**Q:** I need the atomization energy of H–N–B, a linear radical with nitrogen in the middle. MP2 and CCSD miss the reference by the same amount, on opposite sides. Does it matter which one I take?

Atomization energy of the linear radical HNB (neutral doublet) without zero-point energy, from Ansatz 0.2.0 and the in-house program AFQMC afq 1. Basis 6-31G, frozen cores, UHF determinant for the molecule, PBE0/def2-TZVP geometry. The trial follows the slash in phaseless (ph-) AFQMC; released AFQMC lifts the phaseless constraint, free AFQMC never applies it.

| level | this level less the reference (CCSDTQ, same basis) (meV) | statistical noise, one standard error (meV) |
| --- | --- | --- |
| HF | -2516.0 | 0.00 |
| MP2 | 171.0 | 0.00 |
| CCSD | -172.0 | 0.00 |
| CCSD(T) | -33.0 | 0.00 |
| ph-AFQMC/HF | 20.0 | 48.00 |
| ph-AFQMC/CISD | -17.0 | 9.00 |
| released AFQMC | -7.0 | 9.00 |
| free AFQMC | 5.0 | 15.00 |

**A:** It does, because an atomization energy is a difference, $D = E_\text{atoms} - E_\text{mol}$. If a level leaves the separated atoms too high by $\delta_\text{atoms}$ and the molecule too high by $\delta_\text{mol}$, the error in the table is

$$\Delta D = \delta_\text{atoms} - \delta_\text{mol}.$$

A small $\Delta D$ can therefore mean two small shortfalls or two large ones that cancel.

**Q:** Which is it for CCSD?

**A:** The total energies of the same calculations put the CCSD molecule 191 meV above CCSDTQ. If CCSD were exact for the atoms, the error would be −191 meV; the table has −172 meV, so the atoms contribute only 19 meV. Electron counting suggests why. CCSD omits the connected motion of three electrons, and with frozen cores hydrogen has one electron, boron three and nitrogen five. The molecule brings nine together around a short multiple bond, where such motion counts for more.

**Q:** Couldn't CCSD simply miss the same fraction of the correlation energy everywhere?

**A:** Then the HF error of −2516 meV would shrink in proportion. CCSD misses 191/4596, or 4.2%, of the molecule's correlation energy, which predicts about −105 meV. Taking the atoms as exact comes closer for both CCSD and CCSD(T), with no adjusted constant; the proportional picture is scaled to the HF row. Both pictures give the wrong sign for MP2, as the output below shows.

**Q:** So what happens in MP2?

**A:** Its molecule is 557 meV too high, but its atoms are 728 meV too high, and the difference appears as overbinding. The likely culprit is boron, whose 2s and 2p levels lie close together, so that the pair 2s² mixes strongly with 2p². Second-order theory handles such mixing poorly. The beryllium atom shows the same weakness in a simpler form, although its two valence electrons are treated exactly by CCSD, which boron's three are not. The calculation gives only the sum over the atoms, so blaming boron remains an argument from theory.

**Q:** Would MP2 make the same error for the energy between this molecule and its isomer H–B–N?

**A:** There is no reason to expect it. Both isomers contain the same atoms, so $\delta_\text{atoms}$ drops out and only the difference between two molecular shortfalls remains. The +171 meV found here is no guide to that error, not even to its sign.

**Q:** Is CCSD(T) good enough for the atomization energy?

**A:** For a target of 1 kcal/mol, about 43 meV, it is, as far as the treatment of correlation goes: its error within this basis is −33 meV, while CCSD misses the target fourfold. For a target of 10 meV it is not. Of the 38 meV by which the CCSD(T) molecule lies too high, about 29 come from treating triples approximately and only 9 from leaving out higher excitations. The next step up should therefore be full triples. The unrestricted determinant is spin contaminated, which may have made the triples harder to capture, but that is untested.

**Q:** What does each step cost?

**A:** By formal scaling, doubling both the electrons and the basis functions makes CCSD 64 times dearer and CCSD(T) 128 times. For full triples (CCSDT) the factor is 256, and for CCSDTQ it is 1024. On a molecule this small CCSDTQ is a useful benchmark, and it lies within about 1 meV of full CI for the molecule. On larger ones CCSD(T) is the practical choice.

**Q:** Phaseless AFQMC with the HF trial is off by only 20 meV. Isn't that better still?

**A:** Its standard error is 48 meV, so two standard errors reach from −76 to +116 meV. That cannot settle whether the method meets your target. The noise may even be somewhat understated, because its estimate was still creeping up as successive samples were grouped into longer blocks. The small central value hides a cancellation: the molecule comes out about 99 meV too high, with a noise of 47 meV, and the atoms about 119 meV by subtraction. Whether the atoms are really described worse than the molecule, as in MP2, cannot be told from this run.

**Q:** Should I run it longer or change the trial?

**A:** Change the trial. Noise falls as the inverse square root of the number of samples, so the HF trial would need about 28 times as many to match the 9 meV of the CISD trial, though each CISD sample costs more. A longer run would also leave any bias from the constraint untouched. The CISD result, −17 meV, is about two standard errors from zero, at most a hint of bias from the constraint. Releasing the constraint, or doing without it, gives agreement within the noise and makes a sound check.

**Q:** And if I want to compare with experiment?

**A:** Then improve the basis first. All these errors are relative to CCSDTQ in 6-31G, which has no polarization functions to describe how the atoms deform in a bond. That deficiency is normally far larger than the 33 meV left by CCSD(T). Effort spent on CCSD(T) in a larger basis will serve you better than CCSDTQ in this one. The atomization energies here also leave out the zero-point energy of the molecule, which has to be subtracted before you compare with a measured value.

Output of the analysis:

```
Shortfalls and two simple pictures in meV:
             row  molecule above reference  atoms above reference  error in table  error if atoms were exact  error if equal fractions were missed
              HF                      4596                   2080           -2516                      -4596                                 -2516
             MP2                       557                    728             171                       -557                                -304.9
            CCSD                     191.1                  19.07            -172                     -191.1                                -104.6
         CCSD(T)                     38.47                   5.47             -33                     -38.47                                -21.06
     ph-AFQMC/HF                     99.22                  119.2              20                     -99.22                                -54.32
   ph-AFQMC/CISD                     19.04                   2.04             -17                     -19.04                                -10.42
  released AFQMC                      7.63                   0.63              -7                      -7.63                                -4.177
      free AFQMC                     -5.19                  -0.19               5                       5.19                                 2.841
HF atomization energy in eV: 6.006
HF error as percent of the reference atomization energy: -29.52
CCSD error in kJ/mol: -16.6
CCSD(T) error in kJ/mol: -3.184
one kcal/mol in meV: 43.36
MP2 share of the molecular correlation energy in percent: 87.88
MP2 share of the atomic correlation energy in percent: 65
CCSD share of the molecular correlation energy in percent: 95.84
CCSD share of the atomic correlation energy in percent: 99.08
rise of atomization energy from CCSD to CCSD(T) in meV: 139
lowering of the molecule by full triples in meV: 181.6
lowering of the molecule by approximate triples in meV: 152.6
share of full triples recovered by approximate triples in percent: 84.04
lowering of the molecule from CCSDT to CCSDTQ in meV: 9.49
molecular CCSDTQ above full CI in meV: 0.94
HF trial error in standard errors: 0.4167
CISD trial error in standard errors: 1.889
released walk error in standard errors: 0.7778
free walk error in standard errors: 0.3333
noise left for the atoms with the HF trial in meV (molecular noise 46.531 from the outputs): 11.78
HF trial lower end of two standard errors in meV: -76
HF trial upper end of two standard errors in meV: 116
factor in samples to bring the HF trial to the noise of the CISD trial: 28.44
cost factor of CCSD for a doubled system (sixth power): 64
cost factor of CCSD(T) for a doubled system (seventh power): 128
cost factor of CCSDTQ for a doubled system (tenth power): 1024
```
